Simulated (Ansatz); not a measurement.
Li₃Mg: energy above lowest point against volume scale

All results are calculated (Ansatz 0.2.0). Free energy against uniform scaling of the volume at fixed shape and fractions; periodic cell, basis, potentials, k mesh and filling as listed.

The cell before it is scaled or strained (space group Pm-3m, No. 221):
```
cell vectors (Å)
   4.3034     0.0000     0.0000
   0.0000     4.3034     0.0000
   0.0000     0.0000     4.3034
atoms (fractions of the cell vectors)
Li  0.50000  0.50000  0.00000
Li  0.50000  0.00000  0.50000
Li  0.00000  0.50000  0.50000
Mg  0.00000  0.00000  0.00000
```

Settings of every row: functional r2SCAN; dispersion none; potentials PAW; wave cutoff 500 eV; density cutoff 2000 eV; k mesh 6x6x6; k shift 0x0x0; occupations methfessel paxton; smearing width 0.1 eV; spin none.

Limits: coarse k mesh, up to 40 meV an atom off; the cell comes from a prototype or a list of computed structures and needn't be the stable phase.

| row | volume scale | V (Å³/atom) | energy above lowest point (meV/atom) |
| --- | --- | --- | --- |
| 1 | 0.88 | 17.533 | 30.4 |
| 2 | 0.92 | 18.33 | 14.8 |
| 3 | 0.96 | 19.127 | ? |
| 4 | 1 | 19.924 | 0.5 |
| 5 | 1.04 | 20.721 | 0 |
| 6 | 1.08 | 21.518 | 2.9 |
| 7 | 1.12 | 22.315 | 8.7 |

Question: what energy above lowest point should row 3 give?

Worked fit of energy above lowest point. Take u = (V_r/V)^(2/3) − 1 with V_r = 20.322 Å³ an atom, which is twice the finite (Eulerian) strain; such expansions in the strain, on which the Birch-Murnaghan equation of state is built, carry the rest volume and the bulk modulus. The shown rows have u = 0.10342, 0.0712, 0.01327, -0.01288, -0.03741, -0.06046. Least squares give energy above lowest point = −0.22 + 19.13 × u + 2727.8 × u² − 480 × u³ meV/atom; a parabola predicts inner rows, each left out in turn, worse (root mean square 0.084 against 0.021 meV/atom). All shown rows lie on it to the printed digit. Its lowest point lies at u = -0.0035, or V = 20.43 Å³ an atom, and the curvature there gives the bulk modulus at fixed shape and fractions, B = (4/9)(1 + u)² E″(u)/V = 18.9 GPa. The withheld row has u = 0.04123, so the fit gives −0.22 + 19.13 × (0.04123) + 2727.8 × (0.04123)² − 480 × (0.04123)³ = 5.2 meV/atom.

The calculation gave 5.2 meV/atom. The fit meets it to the printed digit.
